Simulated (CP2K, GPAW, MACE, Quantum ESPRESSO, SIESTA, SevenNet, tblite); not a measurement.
# Force errors of programs, basis sets and cheaper models against plane-wave PBE for a (5,5) carbon nanotube bundle

The forces on 80 carbon atoms in a bundle of (5,5) nanotubes are calculated at several levels, all on the same randomly displaced atoms. The problem is to find how far each level lies from plane-wave PBE, and to estimate two atom-centred runs whose force errors are withheld. Forces govern relaxed structures, vibrations and heat transport in nanotube materials, and a cheaper level is useful there only if its error is known. The measure is the r.m.s. difference of force components from the Quantum ESPRESSO reference, as a percentage of the reference's r.m.s. component of 3.58 eV/Å; 1 % is therefore 0.01 × 3.58 = 0.036 eV/Å. The comparison is with another calculation, not with experiment.

## Computational details

One cell of 80 atoms: graphene sheet (a = 2.46 Å) rolled into an (5,5) tube of diameter 6.78 Å, 4 periods, hexagonal bundle with 3.3 Å between walls; not relaxed, displaced by a Gaussian of 0.02 Å. Then every atom was moved at random, 0.05 Å r.m.s. a Cartesian component. Every run is a single point on the same atoms, without spin polarisation; electronic-structure runs share their k-points (Γ alone) and a smearing of 0.05 eV. Reference: Quantum ESPRESSO 7.5, PBE, SSSP efficiency 1.3.0 pseudopotentials, plane waves to 612 eV; its r.m.s. force component is 3.58 eV/Å. Other programs: CP2K 2026.2, GPAW 26.7.0, MACE MP-0b3 medium, SIESTA 5.4.2, SevenNet 0, SevenNet l3i5 and tblite 0.8.0. In the run that the rows count from, the cell has a density of 1.84 g/cm³, a pressure of 10.0 GPa and a spacing of 0.92 eV between highest filled and lowest empty level, and its k-points sample 9 Å along the shortest periodic direction.

Notes on method and selection:

- The reference is one program's result at a finite cutoff, not the truth.
- Tight-binding models were fitted mostly to molecules.
- Each program runs at its own cutoffs and thresholds.
- The open machine-learned potentials were trained mostly on computed crystals (Materials Project trajectories and like sets), at PBE and PBE+U unless another functional is named.
- Runs made unsound on purpose, GPAW plane-wave runs under 500 eV and SIESTA runs with D3 or with its warning on the neutral-atom potential of Cu, Fe, Ni or Zn are left out.
- A level that differs from the reference in program or basis and in functional mixes both effects.
- Runs that did not converge, have known faults or may not be shown are not listed, and runs on Ansatz's PAW sets soft_1 and soft_2 are kept to separate tables.

Columns:

- kind: kind of method.
- force share (%): r.m.s. difference of force components from the reference, over the reference's r.m.s. force component.
- force slope: slope of the run's force components against the reference's.
- pressure (GPa): pressure, a third of the trace of the stress, positive under compression, without a kinetic term.

## Table of results

| member | kind | force share (%) | force slope | pressure (GPa) | remark |
| --- | --- | --- | --- | --- | --- |
| MACE-MP-0b3 medium | learned potential | 16.09 | 0.888 | 9.468 |  |
| tblite, GFN2-xTB | tight binding | 6.27 | 0.964 | 5.021 |  |
| CP2K, PBE, DZVP-MOLOPT (UZH set) | atom-centred basis | 1.53 | 1.014 | 10.627 | grid cutoff 450 Ry |
| SevenNet-0 | learned potential | 13.88 | 0.930 | 8.068 |  |
| SIESTA, PBE, atomic orbitals (DZP) | atom-centred basis | 13.17 | 1.113 | 17.466 | grid cutoff 300 Ry |
| CP2K, PBE+D3(zero damping), DZVP-MOLOPT (UZH set) | atom-centred basis | ? | ? | ? |  |
| CP2K, PBE, DZVP-MOLOPT-GTH | atom-centred basis | 1.06 | 1.009 | 10.255 | grid cutoff 450 Ry |
| QE, PBE, GBRV | plane waves | 0.64 | 1.005 | 9.604 | wave cutoff 544 eV |
| tblite, GFN1-xTB | tight binding | 5.82 | 0.977 | 7.823 |  |
| QE, PBE, SSSP efficiency (reference) | plane waves | – | – | 10.016 |  |
| SevenNet-l3i5 | learned potential | 12.66 | 0.960 | 9.648 |  |
| GPAW, PBE, atomic orbitals (dzp) | atom-centred basis | ? | ? | – |  |

Cells marked ? are withheld until the estimate has been made.

## Interpretation

The smallest difference, 0.64 %, belongs to the run that changes only the pseudopotentials and the cutoff. The two CP2K runs follow at 1.06 and 1.53 %, the tight-binding models at about 6 %, and the learned potentials at 12.66 to 16.09 %. SIESTA with its DZP basis breaks the order: it is a PBE calculation, yet at 13.17 % it lies among the learned potentials.

The force slope shows what sort of error each level makes. With the atoms displaced at random, most of the force comes from stretched, compressed and bent C–C bonds, so a slope above 1 means a lattice that responds too stiffly and a slope below 1 one that is too soft. If the slope is a least-squares one, the share splits as share² = (100 × (slope − 1))² + rest², where the rest is the part that no common scaling removes.

For SIESTA the scaling part is 100 × (1.113 − 1) = 11.3 %, and the rest is √(13.17² − 11.3²) = 6.8 %. Most of its error is thus a uniform excess of force. Short-ranged orbitals in a small basis are a possible cause, and the pseudopotential may contribute.

The learned potentials err the other way. The scaling part is 100 × (1 − 0.888) = 11.2 % for MACE-MP-0b3, 100 × (1 − 0.930) = 7.0 % for SevenNet-0 and 100 × (1 − 0.960) = 4.0 % for SevenNet-l3i5. The rest is nearly the same for all three: √(16.09² − 11.2²) = 11.6 %, √(13.88² − 7.0²) = 12.0 % and √(12.66² − 4.0²) = 12.0 %. They thus differ mainly in how much they soften the forces. Training sets with few strongly displaced structures would produce such softening. GFN1-xTB and GFN2-xTB, though fitted mostly to molecules, do better here, which is plausible for a network of ordinary carbon bonds.

Pressure gives a different order. SevenNet-l3i5 is only 0.37 GPa below the reference despite its large force error. Since the plane-wave pressure itself depends strongly on the cutoff, such agreement says little about quality.

## An estimate before looking

Plain estimates from the members shown:

- CP2K, PBE+D3(zero damping), DZVP-MOLOPT (UZH set), mean of the 9 members shown: 7.90 %, standard deviation 5.8
- GPAW, PBE, atomic orbitals (dzp), mean of the 9 members shown: 7.90 %, standard deviation 5.8

The mean of all nine members, 7.90 %, mixes kinds of method with very different errors and suits neither run.

For CP2K with D3 the natural start is the same program and basis without dispersion, at 1.53 %. D3 adds a smooth pull between and across the tube walls. Its size is assumed here, not derived: roughly 0.02 eV/Å per component, or 0.02 / 3.58 = 0.56 %. This pull should be nearly unrelated to the basis error, which follows the random displacements, so the two add in squares: √(1.53² + 0.56²) = 1.63 %. A D3 force of zero would give 1.53 %, and one twice as large, 2 × 0.56 = 1.12 %, would give √(1.53² + 1.12²) = 1.90 %; half that range is about 0.2 %. No shown pair differs by dispersion alone, so this step is untested.

For GPAW the relevant members are the other double-zeta bases. CP2K averages 1.30 % and SIESTA has 13.17 %. GPAW shares numerical atomic orbitals with SIESTA, but its orbitals and its treatment of the core differ, so SIESTA's value is not simply carried over. If every ratio between these two bounds is taken as equally likely, the mean is (13.17 − 1.30) / ln(13.17 / 1.30) = 5.1 %, and the standard deviation of that distribution is 3.3 %. The error bar assumes that GPAW falls between the bounds, which rest on only two programs.

**Committed estimate, CP2K, PBE+D3(zero damping), DZVP-MOLOPT (UZH set): force share = 1.6 ± 0.2 %.**  
**Committed estimate, GPAW, PBE, atomic orbitals (dzp): force share = 5.1 ± 3.3 %.**

## Check

| member | kind | force share (%) | force slope | pressure (GPa) | remark |
| --- | --- | --- | --- | --- | --- |
| CP2K, PBE+D3(zero damping), DZVP-MOLOPT (UZH set) | atom-centred basis | 2.11 | 1.018 | 10.325 | grid cutoff 450 Ry |
| GPAW, PBE, atomic orbitals (dzp) | atom-centred basis | 7.70 | 1.065 | – | grid spacing 0.2 Å |

| member | estimate | force share (%) | computed | estimate − computed | miss in error bars |
| --- | --- | --- | --- | --- | --- |
| CP2K, PBE+D3(zero damping), DZVP-MOLOPT (UZH set) | committed | 1.60 | 2.11 | −0.51 | 2.5 |
| CP2K, PBE+D3(zero damping), DZVP-MOLOPT (UZH set) | mean | 7.90 | 2.11 | +5.79 |  |
| GPAW, PBE, atomic orbitals (dzp) | committed | 5.10 | 7.70 | −2.60 | 0.8 |
| GPAW, PBE, atomic orbitals (dzp) | mean | 7.90 | 7.70 | +0.20 |  |

The estimate for CP2K with D3, 1.6 ± 0.2 %, missed the computed 2.11 % by 2.5 error bars, though it was far nearer than the mean of 7.90 %. Starting from the same basis without dispersion was sound. Part of the failure lay in treating the D3 force as unrelated to the basis error. The force slope rises from 1.014 to 1.018 when D3 is added, so part of the D3 force points along forces that were already too large, and that part adds directly instead of in squares. The D3 force must also be larger than assumed: even if it lay wholly along the basis error it would have to reach 2.11 − 1.53 = 0.58 %, against the assumed 0.56 %, and more if it is only partly aligned. The error bar did not allow for both together. Since the reference has no dispersion, part of the 2.11 % is a difference of model and not an error of the basis.

For GPAW, 5.1 ± 3.3 % contains the computed 7.70 %, but the plain mean missed by only 0.20. That mean averages levels that stiffen the forces with levels that soften them, so its closeness carries no physical argument. The bounds set by CP2K and SIESTA held. The slope of 1.065 shows that GPAW's atomic orbitals err in the same direction as SIESTA's. In a further GPAW run on the same atoms, not in the table, a smaller orbital basis lies much further from the plane-wave forces, which points to the basis as the main source of the error.

## Departures from the trend

SIESTA stands out most among the PBE runs. Its forces are about 11 % too large by slope, and its pressure is 17.466 − 10.016 = 7.45 GPa above the reference. Its pseudopotentials differ too, but the other changes of pseudopotential in the table go with force differences of only about 1 %, so the small orbital basis is the likelier cause. A basis that favours longer C–C bonds would account for both signs: at fixed atoms the bonds are then more compressed, and compressed bonds are stiffer.



GFN2-xTB is ordinary in its forces but has the lowest pressure, about 5.0 GPa under the reference. This fits a preference for slightly shorter bonds than in PBE.

The close pressure of SevenNet-l3i5 comes from cancellation: its compressive stress is lower than the reference's across the tubes and higher along them. The other two learned potentials deviate in the same directions, and the reference itself may be a cause. An ideal (5,5) tube is metallic, yet Γ alone on four periods leaves 0.92 eV between the highest filled and the lowest empty level. In a simple π-electron picture this sampling makes the bonds around the tube too weak and those running along it too strong, which raises the compression across the tubes and lowers it along them. The tight-binding models and the other electronic-structure runs share this sampling; a learned potential has no k-points and does not. No run with more k-points is listed, so the size of the effect is unknown.

## Rules of thumb and their limits

On this displaced cell, sharing the PBE functional does not ensure similar forces. Measured from this Γ-only reference, the nearest level is Quantum ESPRESSO with GBRV at 0.64 %, and the farthest is MACE-MP-0b3 at 16.09 %. Both numerical-orbital runs lie farther off than either tight-binding model.

The three learned potentials average (16.09 + 13.88 + 12.66) / 3 = 14.2 %, with a standard deviation of 1.7. This is the distance of these three from a Γ-only reference, not their error against PBE with converged k-points, and it need not hold for potentials trained on other structures. The two numerical-orbital runs differ too much for a common figure.

My interpretation put the softer forces of the learned potentials down to their training sets, and the better showing of the tight-binding models down to ordinary carbon bonds. It overlooked that the tight-binding models share the reference's k-points and the learned potentials do not. The softening and the nearly equal rest of about 12 % may therefore come partly from the reference, and the table does not show which of the two kinds is nearer to well-sampled PBE.

If a slope is read as a common scaling of the force constants, harmonic frequencies at these fixed bond lengths scale as its square root. That gives √1.065 = 1.032 for GPAW's orbitals, or 3 % too high, and √0.888 = 0.942 for MACE, or 6 % below the Γ-only reference; how far MACE lies from well-sampled PBE is not tested here.

Closeness to the reference is not closeness to experiment: PBE's own error in C–C stiffness, roughly a few per cent, can exceed the differences between the plane-wave and CP2K runs.
